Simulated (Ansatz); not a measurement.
## Ge: energy change per atom and pressure against volume scale

Results calculated with Ansatz 0.2.0, not measured. Plane-wave DFT, scalar-relativistic PAW made under PBE with cores redone for the functional, no dispersion; the given relaxed cell is scaled uniformly, energy at zero smearing counts from the unscaled cell, pressure at the given Fermi-Dirac smearing is positive in compression.

The cell before it is scaled or strained (space group Pm-3m, No. 221):
```
CELL_PARAMETERS angstrom
2.66860 0.00000 0.00000
0.00000 2.66860 0.00000
0.00000 0.00000 2.66860
ATOMIC_POSITIONS crystal
Ge 0.00000 0.00000 0.00000
```

Settings of every row: spin polarised no; functional PBEsol; wave cutoff 420 eV; smearing width 0.1 eV; k mesh 13x13x13.

Atom starting moment: 0 on all atoms.

Limits: the cell comes from a prototype or a list of computed structures and needn't be the stable phase.

| row | volume scale | V (Å³/atom) | energy change per atom (meV) | pressure (GPa) |
| --- | --- | --- | --- | --- |
| 1 | 0.88 | 16.724 | 84.24 | 13.5 |
| 2 | 0.92 | 17.484 | 34.19 | 7.92 |
| 3 | 0.96 | 18.244 | ? | ? |
| 4 | 1.04 | 19.764 | 7.18 | -2.82 |
| 5 | 1.08 | 20.525 | 26.27 | -5.06 |
| 6 | 1.12 | 21.285 | 54.85 | -6.84 |

Question: what energy change per atom and pressure should row 3 give?

Worked fit of energy change per atom. Take u = (V_r/V)^(2/3) − 1 with V_r = 19.764 Å³ an atom, which is twice the finite (Eulerian) strain; such expansions in the strain, on which the Birch-Murnaghan equation of state is built, carry the rest volume and the bulk modulus. The shown rows have u = 0.11778, 0.08515, 0, -0.02487, -0.04823. Least squares give energy change per atom = 6.863 − 521.007 × u + 9974.52 × u² meV; a straight line predicts inner rows, each left out in turn, worse (root mean square 28 against 0.87 meV). The rows lie off it by 0.37, -0.63, 0.32, 0.28, -0.34 (root mean square 0.41 meV). The withheld row has u = 0.0548, so the fit gives 6.863 − 521.007 × (0.0548) + 9974.52 × (0.0548)² = 8.27 meV.

The calculation gave 7.73 meV. The fit lies 0.54 meV (7 % of the value, 0.7 % of the column's range) above it; its largest miss of a shown row is 0.63 meV.

Worked fit of pressure. Take u = (V_r/V)^(2/3) − 1 with V_r = 19.764 Å³ an atom, which is twice the finite (Eulerian) strain; such expansions in the strain, on which the Birch-Murnaghan equation of state is built, carry the rest volume and the bulk modulus. The shown rows have u = 0.11778, 0.08515, 0, -0.02487, -0.04823. Least squares give pressure = −2.856 + 98.297 × u + 341.5 × u² GPa; a straight line predicts inner rows, each left out in turn, worse (root mean square 0.98 against 0.097 GPa). The rows lie off it by 0.04, -0.07, 0.04, 0.03, -0.04 (root mean square 0.046 GPa). The withheld row has u = 0.0548, so the fit gives −2.856 + 98.297 × (0.0548) + 341.5 × (0.0548)² = 3.56 GPa.

The calculation gave 3.5 GPa. The fit lies 0.06 GPa (1.7 % of the value, 0.29 % of the column's range) above it; its largest miss of a shown row is 0.07 GPa.
